**Holstein absorption, the Allen formula and its inversion: a two-mode model for K₃C₆₀**

## Why a cold metal still absorbs infrared light

The phonon part of the dc resistance of a metal freezes out on cooling. Its infrared absorption does not. A photon can lift an electron out of the Fermi sea with enough excess energy to emit a phonon, and the phonon carries off the momentum that the photon cannot supply. This is the Holstein process (Holstein, 1954). Allen (1971) gave the resulting scattering rate as an integral over the electron–phonon spectral function. Two derivatives undo that integral, so an optical spectrum can serve as phonon spectroscopy. Marsiglio, Startseva and Carbotte (1998) applied this inversion to K₃C₆₀.

**Conventions.** Fields vary as $e^{-i\omega t}$. We set $\hbar=1$ and give frequencies and rates in meV. One meV is 8.066 cm⁻¹, and a rate $\gamma$ in meV corresponds to a time of $658.2/\gamma$ in fs. Electron energies are counted from the Fermi level. The metal is in its normal state, at $T=0$ unless stated otherwise.

## What is extracted from a spectrum

Any intraband conductivity can be written in the extended Drude form

$$\sigma(\omega)=\frac{i\varepsilon_0\omega_p^2}{\omega+M(\omega)},\qquad M(\omega)=\omega\lambda(\omega)+\frac{i}{\tau(\omega)}. \tag{1}$$

Here $\omega_p$ is the band plasma frequency, without phonon dressing, $1/\tau(\omega)$ is the optical scattering rate and $\lambda(\omega)$ the optical mass enhancement. A constant $\tau$ with $\lambda=0$ is the ordinary Drude model. Ellipsometry or reflectance yields $\epsilon(\omega)=\epsilon_\infty+i\sigma/(\varepsilon_0\omega)$, with $\epsilon_\infty$ the background from interband transitions, and then

$$\frac{1}{\tau(\omega)}=\frac{\omega_p^2}{\omega}\,\mathrm{Im}\frac{1}{\epsilon_\infty-\epsilon(\omega)} .$$

This rate must not be confused with the dressed rate $1/[\tau(1+\lambda)]$, which sets the visible width of the Drude peak. All results below refer to $1/\tau$.

## The general statement

Let $N(0)$ be the density of states per spin at the Fermi level and $g^\nu_{kk'}$ the matrix element for scattering from $k$ to $k'$ by a phonon of branch $\nu$. The transport spectral function is

$$\alpha^2F_{\rm tr}(\Omega)=N(0)\sum_\nu\left\langle |g^\nu_{kk'}|^2\,\frac{|\mathbf v_k-\mathbf v_{k'}|^2}{2\langle v^2\rangle}\,\delta(\Omega-\Omega_{\nu,k-k'})\right\rangle ,$$

with $k$ and $k'$ averaged over the Fermi surface. It is dimensionless. The velocity factor, which is $1-\cos\theta$ on a spherical Fermi surface, discards forward scattering, which does not degrade the current. To first order in the coupling,

$$\frac{1}{\tau(\omega)}=\frac{2\pi}{\omega}\int_0^\omega(\omega-\Omega)\,\alpha^2F_{\rm tr}(\Omega)\,d\Omega. \tag{2}$$

The factor $\omega-\Omega$ is a count of states. An electron that starts at $\epsilon<0$ ends at $\epsilon+\omega-\Omega$, which must be empty and hence positive. The allowed starting energies fill a window of width $\omega-\Omega$.

Three consequences follow.

**Inversion.** Multiply (2) by $\omega$ and differentiate. The boundary term vanishes because the integrand is zero at $\Omega=\omega$, so the slope of $\omega/\tau$ is $2\pi\int_0^\omega\alpha^2F_{\rm tr}\,d\Omega$. A second derivative gives

$$W(\omega)\equiv\frac{1}{2\pi}\frac{d^2}{d\omega^2}\left[\frac{\omega}{\tau(\omega)}\right]=\alpha^2F_{\rm tr}(\omega). \tag{3}$$

A constant rate $\gamma_0$ from impurities adds the straight line $\gamma_0\omega$ to $\omega/\tau$ and drops out.

**Saturation.** Above the highest phonon, $1/\tau=\gamma_\infty(1-\bar\Omega/\omega)$, with $\gamma_\infty=2\pi\int\alpha^2F_{\rm tr}\,d\Omega$ and $\bar\Omega$ the mean frequency of $\alpha^2F_{\rm tr}$. The approach to the limit is slow, as $1/\omega$.

**Mass enhancement.** Causality makes $\sigma$ analytic in the upper half of the complex frequency plane, and a passive medium has no zero of $\sigma$ there, so $M$ is analytic too. The rate is even in $\omega$, and the Kramers–Kronig relation reads

$$\lambda(\omega)=\frac{2}{\pi}\,P\!\!\int_0^\infty\frac{1/\tau(\omega')}{\omega'^2-\omega^2}\,d\omega'. \tag{4}$$

Constants such as $\gamma_0$ and $\gamma_\infty$ cause no trouble, since $P\!\int_0^\infty d\omega'/(\omega'^2-\omega^2)=0$. Insert (2) at $\omega=0$, exchange the order of integration and use $\int_\Omega^\infty(\omega'-\Omega)\,\omega'^{-3}d\omega'=1/(2\Omega)$:

$$\lambda(0)=2\int_0^\infty\frac{\alpha^2F_{\rm tr}(\Omega)}{\Omega}\,d\Omega .$$

## The smallest model: a flat band and sharp modes

Take a wide band with constant $N(0)$, and a vibration of one frequency $\Omega_0$ that couples with a strength $g$ independent of $k$ and $k'$. This is a natural caricature of K₃C₆₀, where the conduction electrons sit in the $t_{1u}$ orbitals of the C₆₀ molecules and couple mainly to vibrations of the molecule on which they sit. With momentum-independent coupling the cross term $\mathbf v_k\cdot\mathbf v_{k'}$ averages to zero, the velocity factor averages to one, and

$$\alpha^2F_{\rm tr}(\Omega)=A\,\delta(\Omega-\Omega_0),\qquad A=N(0)g^2,\qquad \lambda_0=2A/\Omega_0 .$$

**Step 1: one electron.** By the golden rule an electron or hole can emit the phonon only if $|\epsilon|>\Omega_0$, which gives $\mathrm{Im}\,\Sigma=-\pi A\,\theta(|\epsilon|-\Omega_0)$ for the retarded self-energy. The Kramers–Kronig transform supplies the real part:

$$\Sigma(\epsilon)=-A\ln\left|\frac{\epsilon+\Omega_0}{\epsilon-\Omega_0}\right|-i\pi A\,\theta(|\epsilon|-\Omega_0).$$

For small $\epsilon$ this is $-\lambda_0\epsilon$.

**Step 2: one electron–hole pair.** The photon creates a hole at $\epsilon\in(-\omega,0)$ and an electron at $\epsilon+\omega$, both in the same band state of energy $\xi$. In the Kubo formula their propagators are multiplied and summed over $\xi$. With $p=\epsilon+\omega-\Sigma(\epsilon+\omega)$ above the real axis and $q=\epsilon-\Sigma^*(\epsilon)$ below it, the residue theorem gives $\int d\xi/[(p-\xi)(q-\xi)]=2\pi i/(p-q)$. Products with both poles on the same side integrate to zero, and current vertex corrections vanish for momentum-independent coupling. The prefactor is fixed by the free-electron limit $\sigma=i\varepsilon_0\omega_p^2/\omega$. Hence

$$\frac{1}{\omega+M}=\left\langle\frac{1}{\omega+D}\right\rangle,\qquad D(\epsilon)=-\Sigma(\epsilon+\omega)+\Sigma^*(\epsilon), \tag{5}$$

where $\langle\dots\rangle=\omega^{-1}\int_{-\omega}^0d\epsilon\,(\dots)$. The pairs act as Drude channels in parallel, each with its own complex rate $D$.

**Step 3: first order.** Expanding both sides of (5) to first order in $A$ gives $M=\langle D\rangle$. Electron and hole contribute equally, because $\mathrm{Im}\,\Sigma$ is even and $\mathrm{Re}\,\Sigma$ is odd. With $x=\omega/\Omega_0$,

$$\frac1{\tau}=\frac{2}{\omega}\int_0^\omega|\mathrm{Im}\,\Sigma|\,d\epsilon=2\pi A\left(1-\frac1x\right)\theta(x-1), \tag{6}$$

$$\lambda(\omega)=-\frac{2}{\omega^2}\int_0^\omega \mathrm{Re}\,\Sigma\,d\epsilon=\lambda_0\frac{L(x)}{x^2},\qquad L(x)=(1+x)\ln(1+x)+(1-x)\ln|1-x|. \tag{7}$$

Equation (6) is the Allen formula (2) for a delta-function spectrum. First-order results add, so a sum over modes gives (2) for any spectrum. The comparison with the general statement is exact. The product $\omega/\tau=2\pi A(\omega-\Omega_0)\theta(\omega-\Omega_0)$ is a ramp, and its second derivative is $2\pi A\,\delta(\omega-\Omega_0)$. The rate saturates at $2\pi A=\pi\lambda_0\Omega_0$. The series $L/x^2=1+x^2/6+\dots$ gives $\lambda(0)=\lambda_0$. At threshold $\lambda=2\ln2\,\lambda_0=1.386\,\lambda_0$, which is finite although $\mathrm{Re}\,\Sigma$ diverges there. Equation (7) is also what (4) returns when fed with (6).

## Numbers for K₃C₆₀

The eight $H_g$ vibrations of C₆₀ typically span about 270 to 1575 cm⁻¹. We lump them into a soft and a stiff mode with the following assumed inputs, so chosen that the total $\lambda(0)$ lies in the range 0.5 to 1 that is typical of estimates for this compound:

- soft mode: $\Omega_1=50$ meV (403 cm⁻¹), $\lambda_1=0.4$
- stiff mode: $\Omega_2=180$ meV (1452 cm⁻¹), $\lambda_2=0.3$

Then $A_1=10$ meV, $A_2=27$ meV and $\lambda(0)=0.7$. The model's saturation rate is $\gamma_\infty=2\pi\times37$ meV $=232.5$ meV, or 1875 cm⁻¹, a time of 2.83 fs, and $\bar\Omega=(A_1\Omega_1+A_2\Omega_2)/(A_1+A_2)=144.9$ meV. Summing (6) and (7) over both modes:

| $\omega$ (meV) | $1/\tau$ (meV) | $\lambda(\omega)$ |
|---|---|---|
| 0 | 0 | 0.70 |
| 50 | 0 | 0.86 |
| 100 | 31.4 | 0.65 |
| 180 | 45.4 | 0.56 |
| 250 | 97.8 | 0.46 |
| 500 | 165.1 | 0.18 |

The two limits weigh the spectrum differently. The soft mode supplies the larger part of the mass, the stiff mode the larger part of the saturation rate. At 250 meV, above both modes, the rate has reached only 42 per cent of $\gamma_\infty$. These digits belong to the first-order model. The later sections show that they would carry over to a metal with this coupling only to some tens of per cent.

**Inverting sampled data.** On a grid of step $s$, write $Y=\omega/\tau$ and

$$W_s(\omega)=\frac{Y(\omega+s)-2Y(\omega)+Y(\omega-s)}{2\pi s^2}.$$

For a ramp this is a triangle, $W_s=(A/s)(1-|\omega-\Omega_0|/s)$ for $|\omega-\Omega_0|<s$ and zero elsewhere, with area $A$. Take $s=10$ meV at the stiff mode. The model gives $Y=7539.8$, $8168.1$ and $10492.9$ meV² at 170, 180 and 190 meV. The second difference is 1696.5 meV², so $W_s=2.70$ and the area $sW_s$ is 27.0 meV, which is $A_2$. The soft mode adds only a straight line in this range and leaves no trace.

**Noise.** Independent errors $\delta\gamma$ in the three rates give $\delta W_s=\sqrt6\,\omega\,\delta\gamma/(2\pi s^2)$ for $s\ll\omega$. With an assumed $\delta\gamma=1$ meV at 180 meV, the noise is 0.70 for $s=10$ meV against a peak of 2.70, a ratio of 3.8. For $s=20$ meV it is 0.18 against 1.35, a ratio of 7.7. Resolution is paid for directly in signal-to-noise ratio, and practical inversions smooth or fit the data first.

**Scale.** The extracted rate is proportional to $\omega_p^2$. A plasma frequency that is 10 per cent too high inflates all weights by 21 per cent but moves no peak. A wrong $\epsilon_\infty$ does distort the shape, most at high frequency.

## How large is the next order?

A coupling of 0.7 is not weak, and at 250 meV the model has $1/(\omega\tau)=0.39$. Equation (5) shows what the first-order step drops. To second order,

$$M=\langle D\rangle-\frac{\langle D^2\rangle-\langle D\rangle^2}{\omega},$$

so the rate changes by $-2/\omega$ times the covariance of $\mathrm{Re}\,D$ and $\mathrm{Im}\,D$. For one mode and $1<x<2$, $\mathrm{Im}\,D=\pi A$ for the pairs in which the electron or the hole lies beyond $\Omega_0$, and zero for the others. The mean of $\mathrm{Re}\,D$ is $A[L(x)-L(1)+L(x-1)]/(x-1)$ over the emitting pairs and $2AL(x)/x$ over all pairs. The relative change of the rate is therefore

$$r(x)=-\frac{\lambda_0}{x}\left[\frac{L(x)-L(1)+L(x-1)}{x-1}-\frac{2L(x)}{x}\right]. \tag{8}$$

This gives $r=-0.79\,\lambda_0$ at $x=1.1$, $r=+0.33\,\lambda_0$ at $x=1.5$ and zero at $x=2$. Just above threshold the emitting pairs are the heaviest ones. They carry less than their share of the current, and the onset is rounded. For $\lambda_0=0.7$ the expansion is too crude, and (5) must be integrated numerically. For a single mode with that coupling, with rates in units of $\Omega_0$:

| $x$ | Allen, eq. (6) | full average, eq. (5) |
|---|---|---|
| 1.1 | 0.200 | 0.137 |
| 1.5 | 0.73 | 0.83 |
| 2 | 1.10 | 1.13 |

The full rate is 0.7 of the Allen rate at $x=1.1$, and exceeds it by 13 per cent at $x=1.5$ and by 3 per cent at $x=2$. The inverted $W(\omega)$ still starts at $\Omega_0$, but the line gains a shoulder on its high side. A negative region must follow, because $\omega/\tau$ has overshot the ramp and returns to it.

Three integrals of $W$ survive unchanged in the clean model.

1. For $\omega\ll\Omega_0$, $D=\lambda_0\omega$ for every pair, so $\lambda(0)=\lambda_0$ to all orders in (5). Two integrations by parts turn $2\int W/\omega\,d\omega$ into $(2/\pi)\int (1/\tau)\,\omega^{-2}d\omega$, which is $\lambda(0)$ by (4).
2. For $\omega\gg\Omega_0$, $\mathrm{Im}\,D=2\pi A$ except in two edge strips of width $\Omega_0$, where it is $\pi A$ and where $\mathrm{Re}\,D$ integrates to $2\ln 2\,A\Omega_0$ per strip. The covariance then adds $8\pi\ln2\,A^2\Omega_0/\omega$ to $Y$, which dies away. The final slope of $Y$ is unchanged, so $\int W\,d\omega=A$.
3. The intercept is unchanged too, so $\int\omega W\,d\omega=[\omega Y'-Y]/2\pi\to A\Omega_0$.

Within the wide-band model, then, the mass enhancement and the saturation rate are more robust than the point-by-point inversion. Strong coupling reshapes $W$ but keeps these three moments, provided the integrals include the negative region.

## Other limits, with sizes

**Temperature.** With Fermi functions $f$, the window $y\,\theta(y)$, $y=\omega-\Omega$, becomes $\int f(\epsilon)[1-f(\epsilon+y)]\,d\epsilon=y/(1-e^{-y/k_BT})$. For $\omega,\Omega\gg k_BT$ this is the only change. Its second derivative is the convolution of two Fermi edges, each of variance $\pi^2(k_BT)^2/3$. A sharp mode is thus smeared to an rms width $\pi\sqrt{2/3}\,k_BT=2.57\,k_BT$. This is 5.5 meV at 25 K and 66 meV at 300 K. The inversion is a cryogenic technique.

**Superconductivity.** K₃C₆₀ has a typical $T_c$ of about 19 K, so $T=0$ here stands for the normal state just above $T_c$. Below $T_c$ the Holstein thresholds move up by $2\Delta$, which is 5.7 meV with the typical weak-coupling ratio $2\Delta\approx3.5\,k_BT_c$, and (3) no longer holds as written.

**Band width.** The $t_{1u}$ band has a typical width of 0.5 eV and is half filled, so its edges lie about $E_b=250$ meV from the Fermi level. Even for a box-shaped density of states the window equals $\omega-\Omega$ only while $\omega-\Omega<E_b$, that is up to 300 meV for the soft mode. Beyond that the window stops growing and $W$ acquires negative weight that has nothing to do with phonons. The last row of the first table and the value of $\gamma_\infty$ are therefore properties of the wide-band model. The phonon-limited rate in the narrow band should stay below them.

**Non-adiabatic terms.** The self-energy omits diagrams with crossed phonon lines. By Migdal's argument their relative size is of order $\sum_i\lambda_i\Omega_i/E_b$, here 0.3. This rivals the corrections in the second table and is not contained in them.

**Other scattering.** Equation (3) cannot tell a phonon from any other inelastic channel. An electron–electron rate $b\omega^2$ shows up as a linear background $W=3b\omega/\pi$. In K₃C₆₀, where the on-molecule Coulomb repulsion is typically of order 1 eV and so exceeds the band width, such a background has to be expected. The phonon-only model says nothing about its size.

## The same formulas for a wiring metal

Copper meets the conditions far better: its band is several eV wide and its coupling is weak. Use one mode with the assumed inputs $\Omega_0=20$ meV and $\lambda_0=0.13$, the latter a typical value. Then $A=1.3$ meV, and the model's saturation rate is 8.2 meV, a time of 81 fs. A cold copper line thus keeps a finite phonon damping in the infrared after its dc phonon resistance has vanished. At finite temperature and $\omega\gg\Omega_0,k_BT$, emission carries the weight $n+1$ and absorption the weight $n$, with $n$ the Bose occupation. The saturation rate is multiplied by $2n+1=\coth(\Omega_0/2k_BT)$, which is 2.71 at 300 K and gives 22 meV, or 30 fs, in the model.

Equation (8) puts the second-order distortion at about $-10$ per cent at $x=1.1$ and $+4$ per cent at $x=1.5$. The thermal width is 2.2 meV at 10 K, small against the mode energy, whereas the 66 meV of room temperature wipes out all structure. The obstacle in a thin film is the background. Surface and grain-boundary scattering give a rate of order $\hbar v_F/d$, which is 35 meV for a typical $v_F=1.6\times10^6$ m/s and an assumed length $d=30$ nm, larger than the Holstein rate itself. To the extent that this rate is independent of frequency, the second derivative removes it. It then acts through the signal-to-noise ratio, since the phonon structure is a small change on top of a larger absorption.